**Is the dispersion correction to blame when DFT binds CO and arsine too strongly at short range?**

I am comparing interaction energies of carbon monoxide with arsine, AsH₃, as the two molecules approach without changing shape. The shift is counted from the minimum of a PBE0-D4 structure; positive values mean farther apart, and a negative energy means binding.

Counterpoise-corrected interaction energies of CO and AsH3 (pair less both molecules in the pair's basis; negative binds), computed with Ansatz 0.2.0 in the gas phase with def2-TZVPPD; CCSD(T) freezes the cores but correlates As 3d. AsH3 is moved rigidly from the PBE0-D4/def2-TZVP minimum along the line between the molecules' mean atom positions.

| shift from the minimum (Å) | CCSD(T) (kcal/mol) | r2SCAN-D4 (kcal/mol) | B3LYP-D4 (kcal/mol) | HF (kcal/mol) | B3LYP-D4 less CCSD(T) (kcal/mol) |
| --- | --- | --- | --- | --- | --- |
| -0.351 | 0.29 | -0.26 | -0.27 | 2.24 | -0.56 |
| -0.175 | -0.23 | -0.54 | -0.62 | 1.27 | -0.38 |
| 0.000 | -0.48 | -0.63 | -0.73 | 0.69 | -0.25 |
| 0.175 | -0.56 | -0.62 | -0.72 | 0.34 | -0.15 |
| 0.421 | -0.55 | -0.53 | -0.60 | 0.09 | -0.05 |
| 0.877 | -0.39 | -0.34 | -0.34 | -0.05 | 0.06 |
| 1.754 | -0.16 | -0.13 | -0.06 | -0.05 | 0.10 |
| 3.509 | -0.03 | -0.02 | 0.06 | -0.01 | 0.09 |

At −0.351 Å, CCSD(T) finds a weak repulsion of 0.29 kcal/mol, yet r2SCAN-D4 and B3LYP-D4 still find binding. Both functionals carry the D4 dispersion term, which adds attraction. Is that term simply too strong, so that scaling it down would mend the curves? Or is CCSD(T) in this basis the one that is off?

**Answer**

For r2SCAN-D4, the D4 term is not the main cause. The CCSD(T) reference probably explains part of the gap. What fits best is an error of the density functional itself where the electron clouds of the two molecules overlap. For B3LYP-D4 the same reading is possible, but the numbers decide less.

Start with how much D4 can contribute at −0.351 Å. In the r2SCAN-D4 run its energy is −0.0201 eV for the pair and −0.0023 eV for CO alone. The difference is about −0.018 eV, or 0.41 kcal/mol of attraction. Arsine's own D4 energy still has to be taken off, so this is an upper limit.

Without D4, r2SCAN would therefore give at most −0.26 + 0.41 = +0.15 kcal/mol. That is still below the CCSD(T) value of +0.29. Even deleting the whole dispersion term would not close the gap in the table.

The way the error grows points the same way. Dispersion between separate molecules follows roughly the inverse sixth power of distance. From the minimum to −0.351 Å the As–C distance shrinks from about 3.5 to 3.17 Å, which strengthens such an attraction by a factor of at most 1.9, and D4's short-range damping makes the rise gentler still. The r2SCAN-D4 error relative to CCSD(T) grows by a factor of 3.7. The energies say the same: over that stretch the D4 attraction can gain at most about 0.2 kcal/mol, while the error gains 0.4.

Now the reference. A triple-zeta basis recovers electron correlation incompletely, so counterpoise-corrected CCSD(T) usually binds somewhat too weakly. If it lacked a tenth of the correlation part of the interaction (CCSD(T) less HF), a rough assumption, the r2SCAN-D4 error at −0.351 Å would shrink from 0.55 to about 0.36 kcal/mol. To explain all of it, the reference would have to lack 28% of that part there but only 13% at the minimum. A basis shortfall should not change so fast over a third of an ångström.

That assumed correction has a side effect: it lowers CCSD(T) at −0.351 Å to about 0.10 kcal/mol, and removing D4 might then close the gap at that point. The dependence on distance still speaks against D4 as the main cause. The corrected error would almost vanish at the minimum and change sign by 0.175 Å, whereas an attraction that is too strong by a fixed factor keeps its sign. Nor could D4's gain of at most about 0.2 kcal/mol supply the 0.3 by which the corrected error still grows from the minimum inward.

What does rise that steeply is overlap. Two electrons of the same spin cannot occupy the same orbital, so when two closed shells interpenetrate, their orbitals must distort and the energy goes up. This Pauli repulsion grows roughly as the square of the orbital overlap. So does the charge that CO's carbon lone pair can pass into the empty antibonding orbital of the As–H bond on the far side of arsenic, although CO is tilted here and the lone pair does not point straight at arsenic. An approximate functional can err in either effect, and such an error can be expected to grow with the overlap too.



The HF interaction can serve as a rough measure of overlap at short range, where Pauli repulsion dominates it. This suggests a simple model: error = −k × HF interaction. A fit to the r2SCAN-D4 errors in all eight rows gives k = 0.24. At the minimum, where HF gives 0.69 kcal/mol, the model yields −0.24 × 0.69 = −0.17 kcal/mol; the actual error is −0.15.

That row was part of the fit, and the closest row weighs most in it. The typical miss is 0.02 kcal/mol, against 0.10 when the error is instead made proportional to the correlation part. From 0.877 Å outward HF turns slightly attractive and no longer measures overlap, so the model has no meaning there. The output below compares the two fits.

The good fit supports overlap as the origin, but a matching shape is not a proof of cause. It also leans on the reference: if CCSD(T) lacked the tenth assumed above, r2SCAN-D4 would bind slightly too weakly at both 0.175 and 0.421 Å, where HF still repels, so overlap could not be the whole story. Nor does the fit tell whether r2SCAN makes the Pauli repulsion too soft, lets charge spread too easily between the molecules, or brings some correlation attraction of its own that D4 partly counts again. The second fault, called delocalisation error, is well known in contacts between a lone pair and an empty orbital. Here it remains an untested candidate.

B3LYP-D4 is less clear. Its D4 term could supply up to 2.5 kcal/mol of attraction at −0.351 Å, far more than the error, so the upper limit rules out nothing. Its error grows by a factor of only 2.2 from the minimum inward, not far from the dispersion-like 1.9. The overlap model still does better than the correlation model, but only modestly. Its largest misses lie in the two outermost rows: at 3.509 Å B3LYP-D4 gives a repulsion of 0.06 kcal/mol where CCSD(T) gives −0.03. Overlap cannot explain an error at that distance. One untested candidate is D4 itself: it assigns partial charges to the pair as a whole, and these can shift the dispersion energy inside each molecule even when the two are far apart.

So scaling D4 down is the wrong repair for r2SCAN-D4. It would also weaken the attraction from 0.421 Å outward, where the curve already binds slightly less than CCSD(T). The part to distrust is the inner wall: at −0.351 Å the error is about as large as the thermal energy at room temperature. For a similar weak contact, first ask how far the electron clouds overlap, since that is where a functional can look too sticky even with a sound dispersion term.

Numerical output:

```
fit of r2err on 8 rows: coefficient of hf -0.2421 +/- 0.0093; rms 0.0235, worst 0.421 -0.0418, leave-one-out rms 0.0251
fit of r2err on 8 rows: coefficient of cpart 0.1977 +/- 0.037; rms 0.104, worst -0.351 0.164, leave-one-out rms 0.138
Errors in kcal/mol and shares in percent:
     row  r2SCAN-D4 less CCSD(T)  CCSD(T) less HF  r2SCAN-D4 error in percent of correlation part  B3LYP-D4 error in percent of correlation part  r2SCAN-D4 error if reference lacks a tenth of correlation part
  -0.351                   -0.55            -1.95                                           28.21                                          28.72                                                          -0.355
  -0.175                   -0.31             -1.5                                           20.67                                          25.33                                                           -0.16
     0.0                   -0.15            -1.17                                           12.82                                          21.37                                                          -0.033
   0.175                   -0.06             -0.9                                           6.667                                          16.67                                                            0.03
   0.421                    0.02            -0.64                                          -3.125                                          7.812                                                           0.084
   0.877                    0.05            -0.34                                          -14.71                                         -17.65                                                           0.084
   1.754                    0.03            -0.11                                          -27.27                                         -90.91                                                           0.041
   3.509                    0.01            -0.02                                             -50                                           -450                                                           0.012
B3LYP-D4 error per unit of HF interaction: -0.2728
B3LYP-D4 rms miss of the HF-shaped model, kcal/mol: 0.05989
B3LYP-D4 rms miss of the correlation-shaped model, kcal/mol: 0.09347
Largest possible D4 attraction in r2SCAN-D4 at -0.351, kcal/mol: 0.4084
Largest possible D4 attraction in B3LYP-D4 at -0.351, kcal/mol: 2.545
r2SCAN without D4 at -0.351, at most, kcal/mol: 0.1484
The same less CCSD(T), kcal/mol: -0.1416
The same if CCSD(T) lacks a tenth of the correlation part, kcal/mol: 0.05345
B3LYP-D4 error at -0.351 if CCSD(T) lacks that tenth, kcal/mol: -0.365
Growth of r2SCAN-D4 error from the minimum to -0.351, factor: 3.667
Growth of B3LYP-D4 error, factor: 2.24
Growth of HF repulsion, factor: 3.246
Growth of an inverse sixth power of the As-C distance, factor: 1.878
```
